**How far non-relativistic and scaled 3s energies and radii can be trusted, Mg to Ge**

The table holds the 3s orbital energy and mean radius of 21 neutral atoms from non-relativistic Hartree-Fock and from Dirac-Coulomb Hartree-Fock, both averaged over the configuration. The program compares the relativistic changes with exact one-electron Dirac formulas, using either the bare nuclear charge or a screened charge taken from the orbital radius, and with a power law fitted to all rows. The bare charge reproduces the radii to 0.10 pm but misses up to 3.1 eV in the energy, and the screened charge does worse. The fitted power law still errs by 0.86 eV in Ge. Further output for S and Ni sets the size of the Breit and QED corrections against the relativistic shift.

B-spline radial atomic code version 1; all-electron Hartree-Fock for neutral, spherical atoms at the radial basis limit, averaged over the nl configuration: non-relativistic with a point nucleus, and four-component Dirac-Coulomb with a Fermi nucleus. ε is the orbital energy and <r> the mean radius; changes are relative to the non-relativistic values.

## The fit in Python

```python
# Table: 3s eigenvalue and <r>, Mg-Ge, B-spline atomic code: non-relativistic HF (point nucleus)
# vs Dirac-Coulomb HF (Fermi nucleus), configuration averages. Tested: hydrogenic Dirac scaling with
# bare Z, with a screened charge, and a fitted power law; steps at Cr, Cu; size of the next corrections.
T = {
    'ion': ['Mg', 'Al', 'Si', 'P', 'S', 'Cl', 'Ar', 'K', 'Ca', 'Sc', 'Ti', 'V', 'Cr', 'Mn', 'Fe', 'Co', 'Ni', 'Cu', 'Zn', 'Ga', 'Ge'],
    'Z': [12, 13, 14, 15, 16, 17, 18, 19, 20, 21, 22, 23, 24, 25, 26, 27, 28, 29, 30, 31, 32],
    'configuration': ['[Ne] 3s2', '[Ne] 3s2 3p1', '[Ne] 3s2 3p2', '[Ne] 3s2 3p3', '[Ne] 3s2 3p4', '[Ne] 3s2 3p5', '[Ne] 3s2 3p6', '[Ar] 4s1', '[Ar] 4s2', '[Ar] 3d1 4s2', '[Ar] 3d2 4s2', '[Ar] 3d3 4s2', '[Ar] 3d5 4s1', '[Ar] 3d5 4s2', '[Ar] 3d6 4s2', '[Ar] 3d7 4s2', '[Ar] 3d8 4s2', '[Ar] 3d10 4s1', '[Ar] 3d10 4s2', '[Ar] 3d10 4s2 4p1', '[Ar] 3d10 4s2 4p2'],
    'e_nr': [-0.253053, -0.39342, -0.543596, -0.706363, -0.882658, -1.07291, -1.27735, -1.74878, -2.24538, -2.56732, -2.88205, -3.19885, -3.33242, -3.851, -4.18923, -4.5366, -4.89361, -5.01198, -5.63782, -6.39466, -7.19678],  # hartree
    'e_3s12': [-0.253443, -0.394455, -0.545505, -0.709458, -0.88732, -1.07959, -1.28659, -1.76128, -2.26205, -2.59163, -2.91463, -3.24094, -3.38994, -3.91682, -4.26968, -4.6338, -5.00986, -5.15649, -5.79999, -6.58162, -7.41225],  # hartree
    'e_pct': [0.154, 0.263, 0.351, 0.438, 0.528, 0.623, 0.723, 0.715, 0.743, 0.947, 1.13, 1.32, 1.73, 1.71, 1.92, 2.14, 2.38, 2.88, 2.88, 2.92, 2.99],  # %
    'r_nr': [3.2529, 2.5993, 2.2041, 1.9278, 1.7197, 1.5556, 1.4222, 1.2771, 1.1594, 1.0794, 1.0124, 0.95459, 0.91112, 0.85883, 0.81843, 0.78194, 0.74876, 0.72276, 0.69059, 0.66047, 0.63224],  # bohr
    'r_3s12': [3.248, 2.5941, 2.1989, 1.9224, 1.7141, 1.5498, 1.4162, 1.2712, 1.1536, 1.0731, 1.0056, 0.94739, 0.90315, 0.85079, 0.80998, 0.77307, 0.73947, 0.71277, 0.68047, 0.65027, 0.62196],  # bohr
    'r_pct': [-0.152, -0.199, -0.239, -0.281, -0.326, -0.373, -0.423, -0.459, -0.502, -0.586, -0.668, -0.754, -0.874, -0.936, -1.03, -1.13, -1.24, -1.38, -1.47, -1.54, -1.63],  # %
}
import numpy as np
from scipy.constants import alpha, physical_constants as pc, calorie, N_A, e as qe
Ha = pc['Hartree energy in eV'][0]; a0 = pc['Bohr radius'][0]
ion = list(T['ion']); ix = ion.index
Z, en, ed, ep, rn, rd, rp = (np.array(T[k], float) for k in ['Z', 'e_nr', 'e_3s12', 'e_pct', 'r_nr', 'r_3s12', 'r_pct'])
de = ed - en; fe = de/en
fr = np.where(rn < 1, rd/rn - 1, rp/100)   # the better-resolved of the two readings
x = (Z*alpha)**2; ce = fe/x; cr = -fr/x
def hyd(z):   # exact Dirac hydrogenic 3s, relative change of energy and <r>
    g = np.sqrt(1 - (z*alpha)**2); N = np.sqrt(9 - 4*(1 - g))
    E = ((1 + (z*alpha/(2 + g))**2)**-0.5 - 1)/alpha**2
    return E/(-z*z/18) - 1, (((g + 2)*(3*N*N - 1) + N)/(2*z*N))/(13.5/z) - 1
Zs = 13.5/rn
hb, hs = hyd(Z), hyd(Zs)
pe = np.polyfit(np.log(Z*alpha), np.log(fe), 1); pr = np.polyfit(np.log(Z*alpha), np.log(-fr), 1)
fit_e = np.exp(np.polyval(pe, np.log(Z*alpha))); fit_r = -np.exp(np.polyval(pr, np.log(Z*alpha)))
err = lambda f: (en*(1 + f) - ed)*Ha
fl_e = np.where(abs(en) < 1, 1e-6, 1e-5)*Ha
print("ion d_eps/eV d_r/pm ce cr Zscr | err eps/eV: bareZ screened power | power rel.err % eps, r")
for i, s in enumerate(ion):
    print(f"{s:2s} {de[i]*Ha:7.4f} {fr[i]*rn[i]*a0*1e12:6.3f} {ce[i]:.3f} {cr[i]:.3f} {Zs[i]:5.2f} | {err(hb[0])[i]:7.4f} {err(hs[0])[i]:7.4f} {err(fit_e)[i]:7.4f} | {100*(fit_e[i]/fe[i]-1):5.1f} {100*(fit_r[i]/fr[i]-1):5.1f}")
print(f"ce, cr = change/(Za)^2; hydrogenic at Mg, Ge: ce {hb[0][0]/x[0]:.3f} {hb[0][-1]/x[-1]:.3f}, cr {-hb[1][0]/x[0]:.3f} {-hb[1][-1]/x[-1]:.3f}")
print(f"floor: d_eps {fl_e.min():.1e}-{fl_e.max():.1e} eV; cr Mg {5e-6/x[0]:.4f}, Ge {1e-5/rn[-1]/x[-1]:.4f}; max|e_pct-raw| {abs(ep-100*fe).max():.4f} %pt")
print(f"power law: eps {np.exp(pe[1]):.2f}(Za)^{pe[0]:.2f}, r {np.exp(pr[1]):.2f}(Za)^{pr[0]:.2f}; Ge/Mg ratio d_eps {de[-1]/de[0]:.0f}, (Za)^2 {x[-1]/x[0]:.2f}")
for nm, me, mr in [('bare Z', hb[0], hb[1]), ('screened', hs[0], hs[1]), ('power', fit_e, fit_r)]:
    a, b = me/fe, mr/fr; w = np.argmax(abs(err(me)))
    print(f"{nm}: model/table eps {a.min():.2f}-{a.max():.2f}, r {b.min():.2f}-{b.max():.2f}; worst eps {ion[w]} {err(me)[w]:.3f} eV; worst r {abs((mr-fr)*rn).max()*a0*1e12:.3f} pm")
first = lambda v, t: ion[np.argmax(abs(v) > t)] if (abs(v) > t).any() else 'none'
for t in (1000*calorie/N_A/qe, 0.1, 1.0):
    print(f"first row with error > {t:.3f} eV: non-rel {first(de*Ha,t)}, bare Z {first(err(hb[0]),t)}, power {first(err(fit_e),t)}")
sl = lambda c, a, b: (c[ix(b)] - c[ix(a)])/(Z[ix(b)] - Z[ix(a)])
print("slope per Z (ce, cr): " + "; ".join(f"{a}-{b} {sl(ce,a,b):+.4f} {sl(cr,a,b):+.4f}" for a, b in [('Mg','Ar'),('Ar','Ca'),('Ca','Zn'),('Zn','Ge')]))
print(f"d_eps steps/eV: K-Ca {sl(de,'K','Ca')*Ha:.3f}, Ca-Sc {sl(de,'Ca','Sc')*Ha:.3f}, Sc-Ti {sl(de,'Sc','Ti')*Ha:.3f}")
exc = lambda v, s: 100*(abs(v[ix(s)])/np.sqrt(v[ix(s)-1]*v[ix(s)+1]) - 1)
for s in ('K', 'Cr', 'Co', 'Cu'):
    print(f"{s} vs geometric mean of neighbours, %: d_eps {exc(de,s):+.1f}, eps_nr {exc(en,s):+.1f}, rel.eps {exc(fe,s):+.1f}, rel.r {exc(fr,s):+.1f}")
# further output of the same calculation: 3s Breit, self-energy, Uehling, contact density; rms/fm; totals; mass-velocity, Darwin
F = {'S': (0.00043347, 0.00019814, -1.2123e-05, 8.7914, 3.2611, -398.6, -397.48, -4.637, 3.5727),
     'Ni': (0.0054998, 0.0029327, -0.00023811, 119.06, 3.7757, -1519.306, -1506.816, -46.886, 34.993)}
for s, (b, se, u, rho, R, Ed, En, mv, dw) in F.items():
    i = ix(s); fn = 2*np.pi/3*Z[i]*rho*(R*1e-15/a0)**2
    print(f"{s} 3s/eV: Breit {b*Ha:+.4f}, QED {(se+u)*Ha:+.4f}, sum {(b+se+u)*Ha:+.4f} = {100*(b+se+u)/-de[i]:.1f}% of |d_eps|; nucl.size ~{fn*Ha:.0e}")
    print(f"{s} total/hartree: Dirac-nr {Ed-En:.2f}, mass-velocity+Darwin {mv+dw:.2f}, ratio {(mv+dw)/(Ed-En):.2f}")
r3d = (3.2*0.96874 + 4.8*0.97538)/8; u3d = (3.2*1.3813 + 4.8*1.3726)/8
print(f"Ni further output: <r>3d {100*(r3d/0.96687-1):+.2f}%, <r>4s {100*(3.0121/3.0551-1):+.2f}%")
print(f"Ni occ*d<1/r>/eV (scale only): 3d {8*(u3d-1.3818)*Ha:+.1f}, 4s {2*(0.4257-0.41843)*Ha:+.1f}; d_eps(3s) {de[ix('Ni')]*Ha:.2f}")
assert (de < 0).all() and (fr < 0).all()
assert 2 < pr[0] < 3 and (hs[1]/fr < 1).all() and (hs[0]/fe < 1).all()
assert sl(ce,'Ar','Ca') < 0 < sl(ce,'Ca','Zn') and sl(ce,'Zn','Ge') < 0 < sl(ce,'Mg','Ar')
assert min(exc(de,'Cr'), exc(de,'Cu')) > max(exc(de,'K'), exc(de,'Co'))
```

Running it gives:

```
ion d_eps/eV d_r/pm ce cr Zscr | err eps/eV: bareZ screened power | power rel.err % eps, r
Mg -0.0106 -0.262 0.201 0.198  4.15 | -0.0026  0.0090 -0.0035 |  33.0   4.7
Al -0.0282 -0.274 0.292 0.221  5.19 |  0.0040  0.0243  0.0005 |  -1.9  -3.1
Si -0.0519 -0.279 0.336 0.229  6.12 |  0.0132  0.0446  0.0047 |  -9.1  -3.5
P  -0.0842 -0.287 0.366 0.235  7.00 |  0.0263  0.0717  0.0094 | -11.1  -3.2
S  -0.1269 -0.297 0.387 0.239  7.85 |  0.0445  0.1071  0.0143 | -11.3  -2.5
Cl -0.1818 -0.307 0.405 0.242  8.68 |  0.0686  0.1524  0.0189 | -10.4  -1.4
Ar -0.2514 -0.318 0.419 0.245  9.49 |  0.1003  0.2096  0.0229 |  -9.1  -0.3
K  -0.3401 -0.310 0.372 0.239 10.57 |  0.1093  0.2692 -0.0253 |   7.4   4.7
Ca -0.4536 -0.308 0.349 0.236 11.64 |  0.1249  0.3429 -0.0901 |  19.9   8.3
Sc -0.6615 -0.335 0.403 0.250 12.51 |  0.2467  0.5154 -0.0538 |   8.1   4.3
Ti -0.8865 -0.358 0.439 0.259 13.33 |  0.3749  0.7001 -0.0313 |   3.5   2.3
V  -1.1453 -0.381 0.467 0.268 14.14 |  0.5240  0.9124 -0.0122 |   1.1   0.8
Cr -1.5652 -0.422 0.563 0.285 14.82 |  0.8595  1.2987  0.2025 | -12.9  -3.7
Mn -1.7911 -0.425 0.514 0.281 15.72 |  0.9051  1.4442  0.0203 |  -1.1  -0.7
Fe -2.1892 -0.447 0.533 0.287 16.49 |  1.1453  1.7734  0.0330 |  -1.5  -1.1
Co -2.6449 -0.469 0.552 0.292 17.26 |  1.4242  2.1514  0.0426 |  -1.6  -1.4
Ni -3.1633 -0.492 0.569 0.297 18.03 |  1.7452  2.5823  0.0469 |  -1.5  -1.7
Cu -3.9323 -0.529 0.644 0.309 18.68 |  2.3720  3.2932  0.4019 | -10.2  -3.9
Zn -4.4129 -0.536 0.600 0.306 19.55 |  2.5316  3.6248  0.0353 |  -0.8  -1.7
Ga -5.0874 -0.540 0.571 0.302 20.44 |  2.8054  4.1092 -0.3684 |   7.2   0.9
Ge -5.8632 -0.544 0.549 0.298 21.35 |  3.1220  4.6606 -0.8635 |  14.7   3.5
ce, cr = change/(Za)^2; hydrogenic at Mg, Ge: ce 0.251 0.257, cr 0.276 0.279
floor: d_eps 2.7e-05-2.7e-04 eV; cr Mg 0.0007, Ge 0.0003; max|e_pct-raw| 0.0045 %pt
power law: eps 2.24(Za)^2.87, r 0.56(Za)^2.40; Ge/Mg ratio d_eps 552, (Za)^2 7.11
bare Z: model/table eps 0.40-1.25, r 0.90-1.39; worst eps Ge 3.122 eV; worst r 0.103 pm
screened: model/table eps 0.14-0.24, r 0.17-0.41; worst eps Ge 4.661 eV; worst r 0.332 pm
power: model/table eps 0.87-1.33, r 0.96-1.08; worst eps Ge -0.864 eV; worst r 0.025 pm
first row with error > 0.043 eV: non-rel Si, bare Z S, power Ca
first row with error > 0.100 eV: non-rel S, bare Z Ar, power Cr
first row with error > 1.000 eV: non-rel V, bare Z Fe, power none
slope per Z (ce, cr): Mg-Ar +0.0364 +0.0078; Ar-Ca -0.0354 -0.0047; Ca-Zn +0.0252 +0.0070; Zn-Ge -0.0256 -0.0038
d_eps steps/eV: K-Ca -0.113, Ca-Sc -0.208, Sc-Ti -0.225
K vs geometric mean of neighbours, %: d_eps +0.7, eps_nr +3.3, rel.eps -2.5, rel.r -0.4
Cr vs geometric mean of neighbours, %: d_eps +9.3, eps_nr -5.1, rel.eps +15.1, rel.r +4.1
Co vs geometric mean of neighbours, %: d_eps +0.5, eps_nr +0.2, rel.eps +0.3, rel.r +0.2
Cu vs geometric mean of neighbours, %: d_eps +5.2, eps_nr -4.6, rel.eps +10.3, rel.r +2.5
S 3s/eV: Breit +0.0118, QED +0.0051, sum +0.0169 = 13.3% of |d_eps|; nucl.size ~3e-05
S total/hartree: Dirac-nr -1.12, mass-velocity+Darwin -1.06, ratio 0.95
Ni 3s/eV: Breit +0.1497, QED +0.0733, sum +0.2230 = 7.0% of |d_eps|; nucl.size ~1e-03
Ni total/hartree: Dirac-nr -12.49, mass-velocity+Darwin -11.89, ratio 0.95
Ni further output: <r>3d +0.61%, <r>4s -1.41%
Ni occ*d<1/r>/eV (scale only): 3d -1.2, 4s +0.4; d_eps(3s) -3.16
```
